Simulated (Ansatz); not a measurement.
## Ionic part of the dielectric constant of BN at -0.5 GPa, mode by mode

Theory: Ansatz, DFT PBE, scalar-relativistic, plane waves, PAW. Cutoff 420 eV, 8×8×8 k-points (Γ-centred), fixed occupations. No spin polarisation. Phonons by linear response, acoustic sum rule imposed.

The structure is cubic, space group F-43m (No. 216). Conventional cell: a = 3.626 Å, b = 3.626 Å, c = 3.626 Å, α = 90.00°, β = 90.00°, γ = 90.00°. Around B (site symmetry -43m) lie 4 N at 1.57 Å. N (site symmetry -43m) has 4 B at 1.57 Å as nearest neighbours.

The cell is the ideal cubic zincblende prototype.

The primitive cell has V = 11.92 Å³ and ε∞,zz = 4.616. Each polar mode adds Δε = (4.92064×10⁷/V)·S/ν² along z, with S its oscillator strength in e²/amu, ν in cm⁻¹ and V in Å³.

**Question.** From these modes, find each Δε and ε0,zz.
| ν (cm⁻¹) | S_zz (e²/amu) |
| --- | --- |
| 1025.0 | 0.6009 |

**Answer.**
| ν (cm⁻¹) | Δε |
| --- | --- |
| 1025.0 | 2.36 |

The sum is 2.361, so ε0,zz = 6.98; the run's tensor has 6.98.

**Question.** Where do the longitudinal modes lie for a wave vector along z?

**Answer.** At 1260 cm⁻¹. The Lyddane–Sachs–Teller product Π(ν_LO/ν_TO)² = 1.51 matches ε0/ε∞ = 1.51.

Cost: 1 run of about 0.17 core-minutes, on Intel Xeon Platinum 8488C (Sapphire Rapids) (shared hosts).

The static dielectric response of cubic BN is mainly electronic: the lattice adds 2.36 to a high-frequency value of 4.616. This contribution comes from the single infrared-active optical mode, in which the B and N sublattices move against each other, and cubic symmetry makes it the same in every direction. The electronegativity difference gives the bonds enough polarity for a sizeable dynamical charge, while the short, strongly covalent bonds resist the displacement. The light atoms raise the mode frequency but do not themselves limit the static response, because the reduced mass cancels between oscillator strength and squared frequency; what remains is the balance of effective charge against force constant.

The same polarity lifts the longitudinal mode to 1260 cm⁻¹, above the transverse one at 1025.0 cm⁻¹, through the macroscopic field that accompanies longitudinal motion. In homopolar diamond, this splitting vanishes by symmetry. The Lyddane–Sachs–Teller agreement shows that the charges, frequencies and electronic screening are mutually consistent, but it is not an independent test of their accuracy.
